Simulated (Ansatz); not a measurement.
## A series in temperature on WSe2

Plane-wave density functional theory, PAW datasets, Gaussian smearing 0.05 eV: harmonic lattice thermodynamics at fixed volume from displacements in the supercell given; kB is Boltzmann's constant. The results are calculated, by Ansatz 0.2.0.

Structure of every row (space group P6_3/mmc, No. 194):
```
cell vectors (Å)
   3.2711     0.0000     0.0000
  -1.6355     2.8328     0.0000
   0.0000     0.0000    13.2173
atoms (fractions of the cell vectors)
W   0.33330  0.66670  0.25000
W   0.66670  0.33330  0.75000
Se  0.33330  0.66670  0.62330
Se  0.66670  0.33330  0.12330
Se  0.33330  0.66670  0.87670
Se  0.66670  0.33330  0.37670
```

Settings of every row: paw set soft_2; functional PBEsol; spin treatment collinear; moment partition spheres; spin axis none; wave cutoff 420 eV; SCF start saved density; lower state search off; symmetry use detected; k mesh of unit cell 8x8x2; supercell 2x2x1.

Atom:
```csv
element,first moment (μB),hubbard u (eV)
W,2,0
W,2,0
Se,0,0
Se,0,0
Se,0,0
Se,0,0
```

Limits: no spin-orbit coupling, which can matter with elements this heavy.

```csv
row,temperature (K),phonon entropy (kB per atom),phonon heat capacity (kB per atom),phonon free energy (meV per atom)
1,200,2.648,2.548,14.58
2,300,?,?,?
3,400,4.549,2.875,-49
4,500,5.196,2.919,-91.08
5,600,5.73,2.943,-138.23
6,700,6.185,2.958,-189.62
7,800,6.581,2.968,-244.66
8,900,6.931,2.974,-302.91
9,1000,7.245,2.979,-364.01
```

Question: what phonon entropy and phonon heat capacity should row 2 give?

Worked fit of phonon entropy. Entropy rises as the heat capacity times the change of ln T, so take t = ln(T / 300 K). The shown rows have t = -0.4055, 0.2877, 0.5108, 0.6931, 0.8473, 0.9808, 1.0986, 1.204. Least squares give phonon entropy = 3.7512 + 2.77131 × t + 0.11237 × t² kB per atom; a straight line predicts inner rows, each left out in turn, worse (root mean square 0.03 against 0.0067 kB per atom). The rows lie off it by 0.002, -0.009, 0.000, 0.004, 0.005, 0.004, 0.000, -0.006 (root mean square 0.0047 kB per atom), a smooth pattern that one more power would take up: the form is only approximate. The slope at t = 0, 2.77 kB per atom, estimates the heat capacity at 300 K. The withheld row has t = 0, so the fit gives 3.7512 + 2.77131 × (0) + 0.11237 × (0)² = 3.751 kB per atom.

The calculation gave 3.734 kB per atom. The fit lies 0.017 kB per atom (0.37 % of the column's range) above it; its largest miss of a shown row is 0.009 kB per atom.

Worked fit of phonon heat capacity. At high temperature a harmonic heat capacity falls short of its limit by a term in 1/T², so take t = (100 K / T)². The shown rows have t = 0.25, 0.0625, 0.04, 0.02778, 0.02041, 0.01562, 0.01235, 0.01. Least squares give phonon heat capacity = 2.9995 − 2.0527 × t + 0.988 × t² kB per atom; a straight line predicts inner rows, each left out in turn, worse (root mean square 0.0039 against 0.00026 kB per atom). All shown rows lie on it to the printed digit. The constant, 2.9995 kB per atom, is to be held against the harmonic limit of 3 k_B an atom. The withheld row has t = 0.11111, so the fit gives 2.9995 − 2.0527 × (0.11111) + 0.988 × (0.11111)² = 2.784 kB per atom.

The calculation gave 2.784 kB per atom. The fit meets it to the printed digit.

The other values of row 2: phonon free energy -13.16 meV per atom.
